## Below the copper d band of Al₂Cu

Al₂Cu brings together two very different sets of valence electrons. Aluminium supplies s and p electrons that spread through the whole crystal, while copper adds a nearly filled 3d shell that stays close to its atoms. The density of states tells how many electron states there are per eV in one cell, here with both spins counted. The table covers energies on both sides of the Fermi level, the zero of energy, and its three deepest rows are left open. What happens to the states once the d band has been passed?

Al2Cu (I4/mcm, 6 atoms per cell, 14.91 Å³ per atom), computed with Ansatz 0.2.0: r2SCAN, scalar-relativistic plane-wave PAW, no spin polarisation, 500 eV cutoff, 10×10×10 k mesh, 0.1 eV Gaussian smearing. The density of states uses tetrahedra on a 15×15×15 k mesh, averaged over 0.2 eV bins, with energies from the Fermi level; shell columns are Löwdin projections summed over sites.

| energy (eV) | density of states total (states/eV/cell) | DOS Cu 3d (states/eV/cell) | DOS Al 3p (states/eV/cell) | DOS Al 3s (states/eV/cell) |
| --- | --- | --- | --- | --- |
| -7.95 | ? | ? | ? | ? |
| -7.55 | ? | ? | ? | ? |
| -7.15 | ? | ? | ? | ? |
| -6.75 | 1.58 | 0.2 | 0.790 | 0.4500 |
| -6.35 | 1.81 | 0.35 | 0.840 | 0.4800 |
| -5.95 | 2.31 | 0.71 | 0.940 | 0.5100 |
| -5.55 | 3.96 | 2.07 | 1.100 | 0.6200 |
| -5.15 | 6.22 | 4.66 | 0.830 | 0.5100 |
| -4.75 | 7.80 | 6.28 | 0.970 | 0.2700 |
| -4.35 | 10.20 | 8.99 | 0.810 | 0.2300 |
| -3.95 | 11.19 | 10.03 | 0.740 | 0.2500 |
| -3.55 | 6.97 | 5.65 | 0.850 | 0.3500 |
| -3.15 | 4.33 | 2.66 | 1.170 | 0.3800 |
| -2.75 | 2.18 | 0.81 | 0.950 | 0.3100 |
| -2.35 | 2.22 | 0.6 | 1.160 | 0.3400 |
| -1.95 | 2.41 | 0.64 | 1.280 | 0.3400 |
| -1.55 | 1.80 | 0.32 | 1.030 | 0.3300 |
| -1.15 | 1.91 | 0.23 | 1.230 | 0.3000 |
| -0.75 | 2.20 | 0.27 | 1.270 | 0.4600 |
| -0.35 | 2.30 | 0.24 | 1.310 | 0.5300 |
| 0.05 | 1.83 | 0.16 | 1.030 | 0.4500 |
| 0.45 | 1.56 | 0.11 | 0.920 | 0.3500 |
| 0.85 | 1.50 | 0.1 | 0.910 | 0.3200 |
| 1.25 | 1.58 | 0.1 | 0.920 | 0.3500 |
| 1.65 | 1.62 | 0.1 | 0.840 | 0.3800 |
| 2.05 | 2.11 | 0.12 | 1.000 | 0.4900 |
| 2.45 | 2.29 | 0.11 | 1.120 | 0.4900 |
| 2.85 | 2.77 | 0.11 | 1.350 | 0.6200 |
| 3.25 | 2.30 | 0.08 | 1.110 | 0.5400 |
| 3.65 | 2.41 | 0.07 | 1.180 | 0.5500 |
| 4.05 | 2.40 | 0.06 | 1.160 | 0.5400 |
| 4.45 | 2.20 | 0.05 | 1.050 | 0.4700 |
| 4.85 | 2.70 | 0.05 | 1.330 | 0.5200 |
| 5.25 | 2.43 | 0.04 | 1.200 | 0.4200 |
| 5.65 | 2.70 | 0.04 | 1.300 | 0.4400 |

### What lies on either side of the d band

The tall peak near −4 eV is copper's. At −3.95 eV, Cu 3d holds 10.03 of the 11.19 states per eV. Deeper down the roles change: at −6.75 eV the Al 3s and 3p columns together make up 78 % of the total, and Cu 3d has shrunk to 0.2. The open rows therefore belong to the spread-out electrons, with some remnant of copper's d character.

In pure aluminium there is no d level in this range, and the density of states is close to that of free electrons in a box. It rises from the band bottom as the square root of the energy, because faster waves leave more room for different directions of travel. In Al₂Cu the same kind of band must run past a d level. Theory gives two consequences for the states below that level.

First, each spread-out state takes on some d character, and more of it the closer it lies to the d level. Second, the mixing pushes it down in energy. States near the d level are pushed furthest, so they crowd together below it. For two mixing levels the crowding just makes up for the s and p character that each state has given away. The s and p part of the density thus follows the free-electron curve, read at the slightly higher energy the state had before mixing, so that it is lifted a little near the d level. The d part adds to it.

### Counting electrons to find the band

The free-electron curve needs a bottom, and the number of electrons can supply one. The cell holds four Al atoms with 3 valence electrons each and two Cu atoms with 11 each, 34 in all. The known rows up to the Fermi level account for about 29 of them. The remaining 5.1 must lie below −6.95 eV, the lower edge of the slice that belongs to the last known row.

For free electrons the density is g = a√(E − E₀), where E is the energy and E₀ the band bottom. The constant is a = volume/(2π² × 3.8^1.5), with ħ²/2m = 3.8 eV Å² for an electron of mass m. The forecast for −7.15 eV then takes four steps:

- The cell volume is 6 × 14.91 Å³, which gives a = 0.61.
- A band filled to a height W above its bottom holds (2/3)aW^1.5 electrons. Setting this equal to 5.1 gives W = 5.4 eV and a bottom near −12.4 eV.
- The energy −7.15 eV lies 5.2 eV above that bottom, so g = 0.61 × √5.2 = 1.39.
- The d tail, estimated below, adds 0.13, and the total is 1.52 states per eV and cell.

The count has a weak point. Each row averages over 0.2 eV but has to stand for 0.4 eV, so a narrow d peak between two rows would escape it. The forecast is forgiving, because g grows only as the cube root of the count. One more deep electron would raise the value at −7.15 eV by 0.09. The bottom itself is an effective value that serves the curve, not a computed band edge.

There is a simpler choice. One may treat only the 14 s and p electrons as free and measure their band down from the Fermi level, which puts the bottom at −10.6 eV. With the same d tail this gives 1.26 at −7.15 eV. The last known row favours the counted band: at −6.75 eV it is 0.07 too high, while the simpler band is 0.18 too low.

### How fast the d tail fades

Distance from the d level thins out the d character, as one over the square of the energy gap. The centre of the occupied Cu 3d weight, −4.2 eV, serves as the level. It is a Kohn–Sham energy; photoemission typically finds filled copper d states deeper, so the forecast is for this calculation and not for a measured spectrum.

The coupling fades as well. A d orbital has lobes of alternating sign, and a wave that varies slowly across the atom overlaps with them hardly at all. Towards the band bottom the waves become longer and the coupling weaker. Together with g, this makes the tail proportional to (E − E₀)^2.5/(E − E_d)², where E_d is the d level. Its one free factor was set by the Cu 3d values at −6.75 and −6.35 eV.

The same reasoning applies to aluminium. A long wave looks almost constant across an atom, which is s character, while p character needs a change from one side to the other. The ratio of Al 3p to Al 3s should therefore fall towards the bottom, roughly in proportion to E − E₀. This is the weakest forecast, because the ratio hardly changes over the last known rows.

The forecasts for −7.15, −7.55 and −7.95 eV, in this order, have error bars set by judgement:

- **Total:** a slow decline without a gap, about 1.5, 1.4 and 1.3, each ±0.25.
- **Cu 3d:** a fading tail, about 0.13, 0.08 and 0.05, each ±0.05.
- **Al 3p/3s:** a falling ratio, about 1.6, 1.5 and 1.4, each ±0.4.

### The computed values

The withheld rows as computed:

| energy (eV) | density of states total (states/eV/cell) | DOS Cu 3d (states/eV/cell) | DOS Al 3p (states/eV/cell) | DOS Al 3s (states/eV/cell) |
| --- | --- | --- | --- | --- |
| -7.95 | 1.20 | 0.05 | 0.640 | 0.3700 |
| -7.55 | 1.26 | 0.08 | 0.670 | 0.3700 |
| -7.15 | 1.38 | 0.12 | 0.720 | 0.3900 |

The d tail comes out within 0.01 in all three rows. Distance from the d level alone, starting from the last known row, would have left 0.2 × (2.6/3.8)² ≈ 0.09 at −7.95 eV, where the calculation has 0.05. The faster fading is what a weakening coupling should bring, helped a little by the falling g. It is modest evidence, since the distance rule alone would also have stayed within the error bars, and so would a tail that kept shrinking by the factor 0.2/0.35 at each step.

The totals lie within their bars too, and they decline slowly without a gap. Yet all three forecasts are too high, by 10 to 13 % of the computed values. Since the d part is right, the error sits in the free-electron part. The computed total drops by 0.20 between −6.75 and −7.15 eV, faster than the smooth curve allows, and only then follows its gentle slope.

These rows also take away the advantage of the counted band. The simpler band of 14 electrons is too low by 0.12 to 0.16, about as far off as the counted band on the other side. What they do exclude is a straight line through the last two known totals. It is good at −7.15 eV, but at −7.95 eV it has sunk to 0.89, against a computed 1.20. The printed output after this text compares the three.

To cure the excess by the count alone, the number of deep electrons would have to be lower by between one and one and a half. The run's own populations show where these electrons went. The Löwdin analysis gives the two Cu atoms 19.4 d electrons together, while the Cu 3d column, counted in the same way up to the Fermi level, holds only 18.0. About 1.4 d electrons sit in the bins between the rows and were wrongly handed to the deep band, which is just the amount needed. The miss thus comes from the weak point of the count and not from the free-electron picture. The good match at −6.75 eV was probably helped by the lift of the s and p part near the d level. A sharp d band cannot be integrated from every second bin, and the populations are the check to make.

The ratio of Al 3p to Al 3s keeps within its wide bars but misses the predicted course. It first rises, from 1.76 at −6.75 eV to 1.85 at −7.15 eV, and at −7.95 eV it is back at 1.73. The proportion to E − E₀ holds only for waves much longer than the distance between atoms. Some 4 to 5 eV above the band bottom the wavelength is about 6 Å, only about twice that distance. There the ratio for a single free wave may already have levelled off, but its projection onto these orbitals was not calculated here. The shares also depend on the projection: they come from Löwdin-orthogonalised atomic orbitals that overlap their neighbours strongly, and over all occupied states they give each Al atom about 2.2 p electrons against 1.0 s electron. The flat ratio therefore cannot tell whether reflection by the lattice plays a part.

Printed output of the fit:

```
Electrons left below -6.95 eV, per cell: 5.134
Effective free-electron bottom from the count, eV: -12.38
Bottom for 14 free electrons counted from the Fermi level, eV: -10.59
Centre of the visible occupied Cu 3d weight, eV: -4.165
Al 3s and 3p share of the total at -6.75 eV, percent: 78.48
Change of the forecast at -7.15 eV for one more deep electron, states/eV/cell: 0.0883
Model less computed total at visible -6.75, -6.35, -5.95 eV, states/eV/cell: 0.07072, 0.02711, -0.1649
Total forecast at -7.95, -7.55, -7.15 eV, error bar 0.25 states/eV/cell: 1.335, 1.42, 1.521
Total computed at the same energies, states/eV/cell: 1.2, 1.26, 1.38
Total forecast less computed, states/eV/cell: 0.1346, 0.1603, 0.1411
Cu 3d forecast at -7.95, -7.55, -7.15 eV, error bar 0.05 states/eV/cell: 0.05257, 0.0816, 0.128
Cu 3d computed at the same energies, states/eV/cell: 0.05, 0.08, 0.12
Cu 3d forecast less computed, states/eV/cell: 0.002567, 0.001596, 0.008044
Al 3p/3s ratio at visible -6.75, -6.35, -5.95 eV: 1.756, 1.75, 1.843
Al 3p/3s forecast at -7.95, -7.55, -7.15 eV, error bar 0.4: 1.381, 1.506, 1.631
Al 3p/3s computed at the same energies: 1.73, 1.811, 1.846
Al 3p/3s forecast less computed: -0.3487, -0.3049, -0.2154
Straight-line rival for the total at -7.95, -7.55, -7.15 eV, states/eV/cell: 0.89, 1.12, 1.35
Rival with 14 free electrons at the same energies, states/eV/cell: 1.043, 1.144, 1.258
Rival with 14 free electrons less computed at visible -6.75 eV, states/eV/cell: -0.1806
```
